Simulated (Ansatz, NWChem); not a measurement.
**Ligand exchange: InH2(OH) + BH(CH3)(SiH3) → SiH3(InH2) + BH(CH3)(OH)**

Species: InH2(OH), singlet; BH(CH3)(SiH3), singlet; SiH3(InH2), singlet; BH(CH3)(OH), singlet. The partners trade OH for SiH3: In–OH and B–SiH3 bonds give way to In–SiH3 and B–OH.

Shapes, held fixed at every level: PBE0-D4/def2-TZVP. Flexible molecules stand in one conformer, not always the lowest. Programs: Ansatz 0.2.0. Electronic energies: no zero-point or thermal term.

| level | kind | ΔE (kJ/mol) | less CCSD(T)/def2-TZVPP |
| --- | --- | --- | --- |
| HF/def2-TZVPP | Hartree–Fock | -164.9 | -8.0 |
| r2SCAN-D4/def2-TZVPP | meta-GGA | -155.1 | +1.8 |
| BHLYP-D4/def2-TZVPP | global hybrid | -164.1 | -7.2 |
| r2SCAN0-D4/def2-TZVPP | global hybrid | -163.4 | -6.5 |
| wB97M-V/def2-TZVPP | range-separated hybrid | -161.3 | -4.4 |
| wB97X-V/def2-TZVPP | range-separated hybrid | -153.7 | +3.2 |
| MP2/def2-TZVPP | perturbation theory | -158.0 | -1.1 |
| CCSD(T)/def2-TZVPP | coupled cluster or CI | -156.9 | 0.0 |

The highest level, CCSD(T)/def2-TZVPP, gives ΔE = -156.9 kJ/mol; the levels span -164.9 to -153.7. The column of differences is taken from that level and isn't an error. No measured value is set beside it here. For atoms past krypton def2 sets carry core potentials with scalar relativity. Correlated rows may include outer-core shells of In, which these sets cover unevenly.

Every level places hydroxide on boron and silyl on indium, and the spread between methods is small beside the reaction energy of -156.9 kJ/mol at CCSD(T). The driving force is chiefly the B–O bond. Boron's compact, vacant 2p orbital accepts π density from the oxygen lone pair, reinforcing a strong, polar σ bond. Indium also has a vacant p orbital, but it is larger and more diffuse and overlaps poorly with oxygen 2p. Silyl has no lone pair to offer either metal or metalloid, so boron gives up much less when it loses this ligand than it gains from hydroxide.

Hartree–Fock gives the most exothermic value, while MP2 lies within 1.1 kJ/mol of CCSD(T), so correlation on balance favours the reactants slightly. Going from r2SCAN to r2SCAN0 makes the reaction more exothermic, probably through the added exact exchange, yet wB97X-V gives the least exothermic value, so hybrids as a class do not overshoot. The exchange energy is a balance of four bonds and does not yield the strength of any one of them.
